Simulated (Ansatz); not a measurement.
## Ligand exchange: C2H6AlBr + SiH2(CH3)(OH) → C2H7AlO + SiH2(CH3)Br

Species: C2H6AlBr `C[CH2][AlH][Br]`, singlet; SiH2(CH3)(OH), singlet; C2H7AlO `C[CH2][AlH][OH]`, singlet; SiH2(CH3)Br, singlet. The partners trade Br for OH: Al–Br and Si–OH bonds give way to Al–OH and Si–Br.

Shapes, held fixed at every level: PBE0-D4/def2-TZVP. Flexible molecules stand in one conformer, not always the lowest. Programs: Ansatz 0.2.0. The zero-point and thermal change to 298 K, harmonic and unscaled (PBE0-D4/def2-TZVP), is -0.8 kJ/mol.

| level | kind | ΔH(298 K) (kJ/mol) | less CCSD(T)/def2-TZVPP |
| --- | --- | --- | --- |
| HF/def2-TZVPP | Hartree–Fock | +34.7 | +10.6 |
| SPW92/def2-TZVPP | LDA | +19.6 | -4.5 |
| B3LYP-D4/def2-TZVPP | global hybrid | +21.4 | -2.7 |
| r2SCAN0-D4/def2-TZVPP | global hybrid | +25.0 | +0.9 |
| wB97X-V/def2-TZVPP | range-separated hybrid | +22.9 | -1.2 |
| MP2/def2-TZVPP | perturbation theory | +22.7 | -1.4 |
| CCSD/def2-TZVPP | coupled cluster or CI | +25.3 | +1.2 |
| CCSD(T)/def2-TZVPP | coupled cluster or CI | +24.1 | 0.0 |

The highest level, CCSD(T)/def2-TZVPP, gives ΔH(298 K) = +24.1 kJ/mol; the levels span +19.6 to +34.7. The column of differences is taken from that level and isn't an error. No measured value is set beside it here. Relativity is left out for Br unless named. Correlated rows may include outer-core shells of Br, which these sets cover unevenly.

The exchange is endothermic at every level, so for these isolated monomers the pairing of Al–Br with Si–OH is favoured over Al–OH with Si–Br. Aluminium is oxophilic, but what counts is the balance of all four bonds: moving OH from silicon to aluminium doesn't repay the cost of moving bromine the other way. The strong, polar Si–O bond, probably helped by oxygen lone-pair donation into silicon-centred σ* orbitals, is given up for a weaker Si–Br bond.

Because the number and broad type of bonds are conserved, much of the correlation energy cancels, and even LDA keeps the sign. The cancellation is incomplete, however: Hartree–Fock gives +34.7 kJ/mol against +24.1 with CCSD(T), which shows that correlation stabilises the products more than the reactants. The preference needn't carry over to the bulk reagents, since organoaluminium species readily associate and hydroxide generally bridges aluminium more strongly than bromide, which would favour the products.
